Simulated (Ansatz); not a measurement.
**Ligand exchange: C2H3F3 + GaH2(SH) → CHF3S + GaH2(CH3)**

Species: C2H3F3 (1,1,1-trifluoroethane) `CC(F)(F)F`, singlet; GaH2(SH), singlet; CHF3S (trifluoromethanethiol) `FC(F)(F)S`, singlet; GaH2(CH3), singlet. The partners trade CH3 for SH: C–CH3 and Ga–SH bonds give way to C–SH and Ga–CH3.

Shapes, held fixed at every level: PBE0-D4/def2-TZVP. Programs: Ansatz 0.2.0. Electronic energies: no zero-point or thermal term.

Problem. Estimate ΔE of this reaction.

Solution. The highest level, CCSD(T)/def2-TZVPP, gives ΔE = +169.1 kJ/mol; the levels span +162.6 to +198.4. The column of differences is taken from that level and isn't an error. No measured value is set beside it here. Relativity is left out for Ga unless named. Correlated rows may include outer-core shells of Ga, which these sets cover unevenly.

```
               level                    kind  ΔE (kJ/mol)  less CCSD(T)/def2-TZVPP
         HF/def2-SVP            Hartree–Fock       +198.4                    +29.3
    SPW92/def2-TZVPP                     LDA       +162.6                     -6.5
r2SCAN-D4/def2-TZVPP                meta-GGA       +168.2                     -0.9
  PBE0-D4/def2-TZVPP           global hybrid       +167.2                     -1.9
  wB97M-V/def2-TZVPP  range-separated hybrid       +163.9                     -5.2
  wB97X-V/def2-TZVPP  range-separated hybrid       +165.3                     -3.8
        MP2/def2-SVP     perturbation theory       +180.1                    +11.0
  CCSD(T)/def2-TZVPP   coupled cluster or CI       +169.1                      0.0
```

The exchange is strongly endothermic at every level, so the preference for CH3 on carbon and SH on gallium doesn't depend on the treatment of correlation. The likely reason is the loss of two favourable pairings: a strong C–C bond between an electron-poor CF3 carbon and a donating methyl group, and a polar Ga–S bond, which sulfur lone-pair donation into the formally empty Ga 4p orbital can reinforce. The products offer a weaker C–S bond and a Ga–C bond without such π donation. Lone-pair donation from sulfur into the C–F σ* orbitals of CF3SH probably recovers only part of the cost.

In the same small basis, MP2 lies below Hartree–Fock, so correlation favours the products there; the remaining distance to CCSD(T) mixes basis-set and higher-order correlation effects. The density functionals all fall slightly below CCSD(T), and the closeness of even the LDA suggests error cancellation between equal numbers of single bonds. The reaction energy fixes only the balance of the four bonds, not their individual strengths.
